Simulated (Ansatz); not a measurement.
# Work function and dipole per adsorbate against coverage for Cl and O on Ti(0001), PBE slabs

A titanium contact or adhesion layer in a device rarely keeps a clean surface: oxygen from residual gas and chlorine from etching or precursors can settle on it. The adsorbed layer changes the work function, and with it electron emission and one of the quantities that enter the barrier at a contact. The question is how this change, and the dipole carried by each adsorbate, depend on coverage for Cl and O in fcc sites on Ti(0001). The calculations use PBE and thin slabs. ΔΦ is the work function of the covered face less that of the clean face, 4.37 eV; a negative value means that electrons leave more easily. Coverage is counted in adsorbates per surface Ti atom.

## Computational details

Ansatz 0.2.0, plane-wave Kohn-Sham DFT with its default PAW datasets at a cutoff of 420 eV, PBE. Slabs of 4 layers at the tabulated measured lattice constant with the lower two layers held; adsorbates on the upper face in cells of 1 to 9 surface atoms, started on the site named and relaxed with the upper layers until forces are under 0.02 eV/Å. k-spacing 0.20 Å⁻¹ (2π included), Fermi-Dirac smearing of 0.1 eV, 18 Å of vacuum, dipole correction. Spin-paired, no spin-orbit coupling.

Notes on method and selection:

- One starting site was run; real layers may sit elsewhere, sink into the surface or rebuild it.
- Changes under about 0.15 eV are within the error of slabs this thin.
- Runs in which an atom moved over 1.3 Å, mostly full layers of large atoms, are not listed; the work function can turn there.
- Neighbouring dipoles tend to depolarise each other as the coverage rises, unless heights or bonding change.
- Runs in which the search for lower states was switched off are not listed.
- Work functions and vacuum levels are read from the electrostatic potential (Hartree and local ionic parts), which a warning of a rough exchange-correlation potential in thin density does not concern.
- Error sizes named in these notes are rules of thumb and were not measured on these runs.
- The default PAW datasets of this version of Ansatz are the set soft_2.
- Runs that did not converge, have known faults or may not be shown are not listed, and runs on Ansatz's PAW sets soft_1 and soft_2 are kept to separate tables.

Columns:

- density (nm⁻²): adsorbates per area.
- height (Å): height of the adsorbed atom (the lowest atom of a molecule) over the highest substrate atom.
- coverage (ML): adsorbates per surface atom.
- ΔΦ (eV): work function of the covered face less that of the clean face.
- dipole (D): dipole per adsorbate from ΔΦ by the Helmholtz relation, positive end outwards.
- Φ covered (eV): work function of the covered face.

## Data

```
member     system               density (nm⁻²)  height (Å)  coverage (ML)  ΔΦ (eV)  dipole (D)  Φ covered (eV)
clean      Cl on Ti(0001), fcc  0.00            –           0.000          0.000    –           4.37
0.25 ML    Cl on Ti(0001), fcc  3.32            1.77        0.250          −0.220   0.176       4.15
1 ML       Cl on Ti(0001), fcc  13.27           1.71        1.000          −0.249   0.050       4.12
clean      O on Ti(0001), fcc   0.00            –           0.000          0.000    –           4.37
0.1111 ML  O on Ti(0001), fcc   1.47            0.96        0.111          −0.103   0.185       4.27
0.25 ML    O on Ti(0001), fcc   3.32            0.96        0.250          −0.162   0.130       4.21
0.5 ML     O on Ti(0001), fcc   6.63            0.85        0.500          0.088    −0.035      4.46
1 ML       O on Ti(0001), fcc   13.27           0.86        1.000          ?        ?           ?
```

Cells marked ? are withheld until the estimate has been made.

## Interpretation

Chlorine lowers the work function by 0.220 eV at 0.25 ML and by 0.249 eV at 1 ML. The difference, 0.249 − 0.220 = 0.029 eV, is well within the error of such thin slabs, so the two layers give the same shift although one is four times as dense. The dipole per Cl therefore falls steeply, by a factor of 0.176 / 0.050 = 3.5. The Helmholtz relation connects the two quantities: ΔΦ = −0.377 n μ, with n in nm⁻², μ in D and ΔΦ in eV. Mutual depolarisation has the right sign for this fall, since each dipole sits in the field of its neighbours, which opposes it.

The sign of the Cl shift is not that of a simple picture in which a negative ion sits above the metal, which would raise the work function. Adsorption also reshapes the electron density that spills out of the clean metal and polarises the adsorbate itself. These contributions can outweigh the ionic one.

Oxygen behaves differently. ΔΦ is −0.103 eV at 0.11 ML, −0.162 eV at 0.25 ML and +0.088 eV at 0.5 ML. The individual shifts are close to or below the slab error of about 0.15 eV, but the rise between the last two, 0.088 + 0.162 = 0.250 eV, is larger than that. The dipole per O changes from 0.130 to −0.035 D over the same step.

Depolarisation can shrink a dipole but does not by itself reverse it. Nor does the lower height of O, 0.85 Å against 0.96 Å, account for the rise: bringing a negative charge closer to the metal should weaken its upward effect on the work function. A possible cause is that the denser oxygen layer takes up more of the metal's outer electron density, so that the ionic contribution gains the upper hand. The half layer also has a lower symmetry than the other O layers, and its arrangement may contribute to the step.

## Prediction

Plain estimates from the members shown:

- 1 ML (O on Ti(0001), fcc), mean of the 4 members shown: −0.044 eV, standard deviation 0.096

The mean of the shown O members, −0.044 eV, is a weak basis for the full layer, because it averages over the clean face and dilute layers and ignores the rise at the dense end. The route chosen is a straight continuation of ΔΦ from the two densest O layers shown.

The slope between them is (0.088 + 0.162) / (0.500 − 0.250) = 1.00 eV per ML. Continued to the full layer this gives 0.088 + 1.00 × 0.500 = 0.59 eV. The height at 1 ML, 0.86 Å, is almost that of the half layer, so there is no sign of oxygen sinking into the metal that would call for a different course.

The same route can be tried on the half layer. From the two more dilute layers the slope is (−0.162 + 0.103) / (0.250 − 0.111) = −0.42 eV per ML, which predicts −0.162 − 0.42 × 0.250 = −0.27 eV. The computed value is 0.088 eV, a miss of 0.088 + 0.27 = 0.36 eV. This single test sets the error bar, rounded up to 0.4 eV because the step to the full layer is longer.

If each O kept the dipole of the half layer, ΔΦ would only double, to 2 × 0.088 = 0.18 eV, which lies about one error bar below the estimate. A work function above that of the clean face is thus expected, with its size poorly fixed.

**Committed estimate, 1 ML (O on Ti(0001), fcc): ΔΦ = 0.6 ± 0.4 eV.**

## Result

```
member  system              density (nm⁻²)  height (Å)  coverage (ML)  ΔΦ (eV)  dipole (D)  Φ covered (eV)
1 ML    O on Ti(0001), fcc  13.27           0.86        1.000          0.633    −0.127      5.01
```

```
member                     estimate   ΔΦ (eV)  computed  estimate − computed  miss in error bars
1 ML (O on Ti(0001), fcc)  committed  0.600    0.633     −0.033               0.1
1 ML (O on Ti(0001), fcc)  mean       −0.044   0.633     −0.677
```

The computed shift of 0.633 eV lies well inside the error bar of the estimate, 0.6 ± 0.4 eV; the miss is 0.033 eV. The mean of the O members missed by 0.677 eV. So close a hit is better than the route had earned, since the same kind of continuation had missed the half layer by 0.36 eV.

The argument that held is that the rise between 0.25 and 0.5 ML goes on. The slope to the full layer is (0.633 − 0.088) / 0.500 = 1.09 eV per ML, against 1.00 before. The alternative of a fixed dipole per O, which gave 0.18 eV, fell far short.

The dipole per O grows in size, from −0.035 to −0.127 D. The tabulated heights, 0.85 and 0.86 Å, do not show that O keeps its distance from the metal, because they are counted from the highest Ti atom. In the half layer the top Ti atoms are buckled, while in the full layer they are level. Measured from the mean plane of these atoms, O sits closer to the metal in the full layer, though still above it. The near-equal heights were thus a poor reason, ahead of the result, for seeing no sign of oxygen moving towards the metal. The step from 0.25 to 0.5 ML needs the same care: O comes closer there too, but by less than 0.96 and 0.85 Å suggest.

In a simple ionic picture a closer O would raise the work function less, so the approach does not explain the larger dipole. Depolarisation alone would have shrunk the dipole as well. Something else must therefore act between the two layers: the bonding, the different relaxation of the Ti atoms or the arrangement of the oxygen. A stronger ionic contribution in the dense layer has the right sign, but remains a conjecture. The low symmetry of the half layer is not needed for a positive shift, because the full layer has the threefold axis and a larger shift.

## Departures from the trend

The full O layer stands farthest from the rest. Its shift of +0.633 eV compares with a range from −0.249 to +0.088 eV for the other covered faces. Within the O series, however, it continues the rise: a straight line from 0.25 to 1 ML gives −0.162 + (0.633 + 0.162) / 3 = 0.103 eV at the half layer, where 0.088 eV was computed.

The sharpest contrast is with the full Cl layer, which has the same density but a shift lower by 0.633 + 0.249 = 0.882 eV. Height cannot be the cause in a simple ionic picture. Cl sits at 1.71 Å and O at 0.86 Å, so equal negative charges would raise the work function more for Cl. The likelier reason is a different balance between charge transfer, polarisation of the adsorbate and the reshaped electron spill-out of the metal.

The full Cl layer is also doubtful as a real surface. Its density of 13.27 nm⁻² puts neighbouring Cl atoms about 3.0 Å apart, less than the rough 3.6 Å diameter of a chloride ion. Such crowding favours a less dense layer or a rebuilt surface.

## Rules of thumb and their limits

For O in fcc sites, the work function is slightly lowered at 0.11 and 0.25 ML, by amounts close to the slab error, and clearly raised at 1 ML; for Cl it is lowered by nearly the same amount at 0.25 and 1 ML. Continuing the O series from two neighbouring coverages missed by 0.36 eV in one case and 0.03 eV in the other, so a new coverage can be estimated only to a few tenths of an eV.

In practical units, with wavelength in nm = 1240 / Φ in eV, the full O layer moves the computed photoemission threshold from 1240 / 4.37 = 284 nm to 1240 / 5.01 = 248 nm.

An omitted effect that could rival these shifts is oxygen entering the metal, which titanium readily allows. Negative charge below the top Ti layer would lower the work function relative to the same oxygen above it. For the full layer, merely losing the upward shift would already be a change of 0.633 eV.

[Logs are printed without paths, hosts, clocks, repeated set-up lines and the standing remarks that a program may print on its own settings, such as how far it seeks lower states.]
